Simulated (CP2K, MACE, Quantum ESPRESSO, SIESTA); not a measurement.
# Wurtzite SiC within ±6 % in volume: pressure and energy from five PBE-based levels and two MACE potentials

At one and the same volume, wurtzite SiC is under a pressure of 6.5 GPa in one calculation and under a tension of 1.4 GPa in another. Can such calculations still calibrate a pressure gauge?

The gauge considered here is a small SiC crystal in a fluid-filled press, its lattice spacing read by X-ray diffraction. The full-scale compression should correspond to a pressure rise between 5 and 10 GPa, the upper figure being the limit of the press. The spacing is read to 0.02 %, and this reading error should stay below 3 % of the rise. The levels of theory should agree on the rise to within 15 %. The calculated quantity is the pressure at a reduced volume, counted first from the unchanged cell and then from each level's own pressure-free volume.

## How the numbers were made

One cell of 36 atoms: wurtzite SiC (a = 3.076 Å, c = 5.048 Å), 3 x 3 x 1 conventional cells; ideal positions Then the atoms were relaxed with MACE MPA-0 medium in the fixed cell. The changes start from that geometry and nothing is relaxed after them. All levels are single points on the same geometries, without spin polarisation; k-points 1×1×2, a smearing of 0.05 eV. Levels: machine-learned interatomic potential MACE MP-0b3 medium, trained on PBE(+U) plane-wave data; machine-learned interatomic potential MACE MPA-0 medium, trained on PBE(+U) plane-wave data; Quantum ESPRESSO 7.5, PBE, SSSP efficiency 1.3.0 pseudopotentials, plane waves (wave cutoff 612 eV); CP2K 2026.2, PBE, GTH-PBE pseudopotentials, Gaussian and plane waves, DZVP-MOLOPT-SR-GTH, diagonalisation (grid cutoff 450 Ry); SIESTA 5.4.2, PBE, PseudoDojo 0.4.1 norm-conserving pseudopotentials (converted to PSML), numerical atomic orbitals (DZP), diagonalisation (grid cutoff 300 Ry); CP2K 2026.2, RPBE, GTH-PBE pseudopotentials, Gaussian and plane waves, DZVP-MOLOPT-SR-GTH, diagonalisation (grid cutoff 450 Ry); CP2K 2026.2, PBE+D3(BJ), GTH-PBE pseudopotentials, Gaussian and plane waves, DZVP-MOLOPT-SR-GTH, diagonalisation (grid cutoff 450 Ry). In the run that the rows count from, the cell has a density of 3.22 g/cm³, a pressure of 4.5 GPa and a spacing of 2.19 eV between highest filled and lowest empty level, and its k-points sample 8 Å along the shortest periodic direction.

Notes on method and selection:

- The geometry is the minimum of MACE-MPA-0 medium, so that potential's own rows are favoured and the others carry forces.
- The k-points sample a periodic length of only 8 Å along the shortest direction; all electronic-structure levels share this error.
- The gap is read on the run's k-points alone; semilocal functionals tend to put gaps under measured ones.
- The open machine-learned potentials were trained mostly on computed crystals (Materials Project trajectories and like sets), at PBE and PBE+U unless another functional is named.
- Levels beyond about forty rows are left out, to keep the table short.
- Runs that did not converge, have known faults or may not be shown are not listed, and runs on Ansatz's PAW sets soft_1 and soft_2 are kept to separate tables.

Columns:

- volume change (%): change of the cell's volume, all axes scaled alike.
- volume (Å³/atom): volume per atom.
- pressure (GPa): pressure, a third of the trace of the stress, positive under compression, without a kinetic term.
- energy (meV/atom): energy per atom less that of the unchanged cell at the same level.

## Data

| member | level | volume change (%) | volume (Å³/atom) | pressure (GPa) | energy (meV/atom) |
| --- | --- | --- | --- | --- | --- |
| −6 % | MACE MP-0b3 medium | −6 | 9.7205 | 20.676 | 46.677 |
| −3 % | MACE MP-0b3 medium | −3 | 10.0308 | 11.851 | 15.396 |
| +0 % | MACE MP-0b3 medium | 0 | 10.3410 | 4.236 | 0.000 |
| +3 % | MACE MP-0b3 medium | 3 | 10.6512 | −2.350 | −1.672 |
| +6 % | MACE MP-0b3 medium | 6 | 10.9615 | −8.056 | 8.535 |
| −6 % | MACE MPA-0 medium | −6 | 9.7205 | 22.802 | 53.767 |
| −3 % | MACE MPA-0 medium | −3 | 10.0308 | 13.632 | 18.767 |
| +0 % | MACE MPA-0 medium | 0 | 10.3410 | 5.962 | 0.000 |
| +3 % | MACE MPA-0 medium | 3 | 10.6512 | −0.654 | −5.000 |
| +6 % | MACE MPA-0 medium | 6 | 10.9615 | −6.534 | 2.071 |
| −6 % | Quantum ESPRESSO, PBE | −6 | 9.7205 | 20.463 | 47.056 |
| −3 % | Quantum ESPRESSO, PBE | −3 | 10.0308 | 11.886 | 15.773 |
| +0 % | Quantum ESPRESSO, PBE | 0 | 10.3410 | 4.456 | 0.000 |
| +3 % | Quantum ESPRESSO, PBE | 3 | 10.6512 | −1.967 | −2.359 |
| +6 % | Quantum ESPRESSO, PBE | 6 | 10.9615 | −7.521 | 6.873 |
| −6 % | CP2K double zeta, PBE | −6 | 9.7205 | 18.947 | 41.609 |
| −3 % | CP2K double zeta, PBE | −3 | 10.0308 | 10.558 | 13.237 |
| +0 % | CP2K double zeta, PBE | 0 | 10.3410 | 3.290 | 0.000 |
| +3 % | CP2K double zeta, PBE | 3 | 10.6512 | −3.009 | −0.127 |
| +6 % | CP2K double zeta, PBE | 6 | 10.9615 | −8.466 | 11.115 |
| −6 % | SIESTA DZP, PBE | −6 | 9.7205 | 22.313 | 54.114 |
| −3 % | SIESTA DZP, PBE | −3 | 10.0308 | 13.762 | 19.387 |
| +0 % | SIESTA DZP, PBE | 0 | 10.3410 | 6.511 | 0.000 |
| +3 % | SIESTA DZP, PBE | 3 | 10.6512 | 0.158 | −6.361 |
| +6 % | SIESTA DZP, PBE | 6 | 10.9615 | −5.285 | −1.205 |
| −6 % | CP2K double zeta, RPBE | −6 | 9.7205 | 19.395 | 43.434 |
| −3 % | CP2K double zeta, RPBE | −3 | 10.0308 | 11.036 | 14.167 |
| +0 % | CP2K double zeta, RPBE | 0 | 10.3410 | 3.793 | 0.000 |
| +3 % | CP2K double zeta, RPBE | 3 | 10.6512 | −2.478 | −1.129 |
| +6 % | CP2K double zeta, RPBE | 6 | 10.9615 | −7.909 | 9.029 |
| −6 % | CP2K double zeta, PBE+D3(BJ) | −6 | 9.7205 | 13.664 | 22.354 |
| −3 % | CP2K double zeta, PBE+D3(BJ) | −3 | 10.0308 | 5.604 | 3.919 |
| +0 % | CP2K double zeta, PBE+D3(BJ) | 0 | 10.3410 | −1.365 | 0.000 |
| +3 % | CP2K double zeta, PBE+D3(BJ) | 3 | 10.6512 | −7.387 | 8.644 |
| +6 % | CP2K double zeta, PBE+D3(BJ) | 6 | 10.9615 | −12.590 | 28.139 |

Least-squares fits to the whole series, with x = volume change (%); R² and errors in the fitted variable (y, or ln y where the fit is in ln y):

| y | level | members | fit | R² | rms residual | leave-one-out rms | the same for the mean of the others |
| --- | --- | --- | --- | --- | --- | --- | --- |
| pressure (GPa) | MACE MP-0b3 medium | 5 | y = 4.233 − 2.389 x + 0.05767 x² | 1.00 | 0.047 | 0.19 | 13 |
| pressure (GPa) | MACE MPA-0 medium | 5 | y = 5.951 − 2.432 x + 0.06059 x² | 1.00 | 0.11 | 0.45 | 13 |
| pressure (GPa) | Quantum ESPRESSO, PBE | 5 | y = 4.4558 − 2.3274 x + 0.055976 x² | 1.00 | 0.039 | 0.16 | 12 |
| pressure (GPa) | CP2K double zeta, PBE | 5 | y = 3.288 − 2.280 x + 0.05423 x² | 1.00 | 0.039 | 0.16 | 12 |
| pressure (GPa) | SIESTA DZP, PBE | 5 | y = 6.476 − 2.293 x + 0.05646 x² | 1.00 | 0.059 | 0.24 | 12 |
| pressure (GPa) | CP2K double zeta, RPBE | 5 | y = 3.792 − 2.271 x + 0.05419 x² | 1.00 | 0.039 | 0.16 | 12 |
| pressure (GPa) | CP2K double zeta, PBE+D3(BJ) | 5 | y = −1.3664 − 2.1833 x + 0.052865 x² | 1.00 | 0.038 | 0.16 | 12 |
| energy (meV/atom) | MACE MP-0b3 medium | 5 | y = −0.02709 − 3.112 x + 0.7675 x² | 1.00 | 0.57 | 2.4 | 22 |
| energy (meV/atom) | MACE MPA-0 medium | 5 | y = −0.06600 − 4.239 x + 0.7771 x² | 1.00 | 0.59 | 2.5 | 27 |
| energy (meV/atom) | Quantum ESPRESSO, PBE | 5 | y = −0.02340 − 3.283 x + 0.7496 x² | 1.00 | 0.55 | 2.3 | 22 |
| energy (meV/atom) | CP2K double zeta, PBE | 5 | y = −0.02434 − 2.478 x + 0.7328 x² | 1.00 | 0.53 | 2.2 | 19 |
| energy (meV/atom) | SIESTA DZP, PBE | 5 | y = −0.06900 − 4.546 x + 0.7364 x² | 1.00 | 0.54 | 2.3 | 28 |
| energy (meV/atom) | CP2K double zeta, RPBE | 5 | y = −0.02666 − 2.804 x + 0.7293 x² | 1.00 | 0.54 | 2.2 | 20 |
| energy (meV/atom) | CP2K double zeta, PBE+D3(BJ) | 5 | y = −0.02066 + 0.5432 x + 0.7018 x² | 1.00 | 0.52 | 2.2 | 14 |

## Why the values move as they do

Pressure falls steadily with volume at every level, and the curve is steeper on the compressed side. With Quantum ESPRESSO the slope between −6 and −3 % is (20.463 − 11.886) / 3 = 2.86 GPa per percent of volume, against (7.521 − 1.967) / 3 = 1.85 between +3 and +6 %. Shortening the Si–C bonds raises the repulsion between overlapping electron clouds faster than it increases the bonding, so each further percent costs more.

The levels differ mainly by an offset. At the unchanged volume they span 6.511 + 1.365 = 7.88 GPa, from SIESTA down to CP2K with PBE+D3(BJ). The rise on compression by 3 % spans only 6.97 to 7.67 GPa. An offset in pressure means a different preferred volume: the pressure vanishes near +2.0 % for Quantum ESPRESSO, near +3.1 % for SIESTA and near −0.6 % for PBE+D3(BJ).

The same offset governs the energies. At −6 % SIESTA lies 54.114 − 22.354 = 31.8 meV/atom above PBE+D3(BJ), each counted from its own unchanged cell. Pressure offset times volume change, with 1 meV/Å³ = 0.1602 GPa, gives 7.88 × 0.6205 / 0.1602 = 30.5 meV/atom, nearly the whole difference.

The dispersion term lowers the CP2K pressure by 4.66 GPa at the unchanged volume and by 5.28 GPa at −6 %, as expected of an attraction that strengthens as atoms approach.



## Residuals

Largest departures from the fit to the whole series:

| member | level | pressure (GPa) | fit | computed − fit | in rms residuals |
| --- | --- | --- | --- | --- | --- |
| −3 % | SIESTA DZP, PBE | 13.762 | 13.863 | −0.101 | 1.7 |
| −3 % | MACE MPA-0 medium | 13.632 | 13.792 | −0.160 | 1.5 |
| −3 % | CP2K double zeta, PBE | 10.558 | 10.616 | −0.058 | 1.5 |
| −3 % | MACE MP-0b3 medium | 11.851 | 11.919 | −0.068 | 1.5 |

No single volume falls far from its curve. The largest listed departure from a quadratic fit is 0.16 GPa, for MACE MPA-0 at −3 %, small beside the 7.67 GPa rise of that step.

Whole levels stand apart instead. SIESTA lies 2.06 GPa above Quantum ESPRESSO at the unchanged volume, although both use PBE. Its stress is sound: the energies at ±3 % give a mean pressure of 25.748 / 0.6204 × 0.1602 = 6.65 GPa, and Simpson's rule on the tabulated pressures gives (13.762 + 4 × 6.511 + 0.158) / 6 = 6.66 GPa. The basis or the pseudopotentials are therefore the likelier source. Borrowing of neighbours' basis functions would lower the pressure, so it could explain CP2K's lower PBE value but not SIESTA's higher one.

MACE MP-0b3 stays within 0.54 GPa of Quantum ESPRESSO throughout. The coarse k-point sampling affects only the latter, so part of this closeness may be accidental.

## Meeting the brief

The expanded cells drop out because their pressure falls. That leaves two compressions, with the rise counted from the unchanged cell.

At −3 %, Quantum ESPRESSO gives 11.886 − 4.456 = 7.43 GPa, inside the window. The seven levels differ by (7.670 − 6.969) / 7.430 = 9 %. The five electronic-structure levels share one coarse k-point mesh, and their agreement cannot reveal the error it causes. At −6 % the rise is 20.463 − 4.456 = 16.01 GPa, beyond the press, with a disagreement of (16.840 − 15.029) / 16.007 = 11 %.

In the units of the gauge, the spacing scales as the cube root of the volume, so −3 % in volume is a contraction of 1.0 % in spacing. An error of 0.02 % in spacing is 0.06 % in volume. The slope of the Quantum ESPRESSO fit at −3 % is 2.3274 + 2 × 0.055976 × 3 = 2.66 GPa per percent, so the reading error is 0.06 × 2.66 = 0.16 GPa, or 2 % of the rise.

A real gauge starts from zero pressure, which the unchanged cell does not. With p(x) = 4.4558 − 2.3274 x + 0.055976 x², in GPa and percent, the pressure vanishes near x = 2.0. A compression of 3 % from there leads to x = (100 + 2.0) × 0.97 − 100 = −1.06, where p = 7.0 GPa. The same steps with the other fits give 6.6 GPa for SIESTA and up to 7.2 GPa for MACE MP-0b3 and PBE+D3(BJ), a disagreement of (7.2 − 6.6) / 7.0 = 9 %, again within the allowed 15 %. The dispersion-corrected level thus moves from the smallest rise to one of the largest, because its unchanged cell was already slightly stretched.

PBE usually makes such solids somewhat too large and too soft. An error of roughly 5 % in stiffness would raise 7.0 to about 7.3 GPa, still well inside the window.

The pick is a full scale of 3 % compression. The runner-up is 6 %, whose relative reading error is about half as large (0.06 × 3.00 / 16.01 = 1.1 %). A press rated for 20 GPa would reverse the choice.

## What to take away

Between −6 and +6 % in volume, pressure differences carry over from one level to another far better than absolute pressures do. A calibration should therefore start from each level's own pressure-free volume.

Two effects left out here can exceed the 0.7 GPa by which the levels differ in the rise at −3 %. The first arises only if the fluid freezes and no longer presses equally from all sides. In the extreme case of loading along one axis with free sides, the mean pressure is only a third of the applied stress, so a 3 % volume change would need roughly 20 GPa instead of 7. Zero-point motion adds an outward pressure of very roughly 2 GPa at fixed volume. It shifts the pressure-free volume upwards but largely cancels in the rise, whereas the effect of one-sided loading does not.
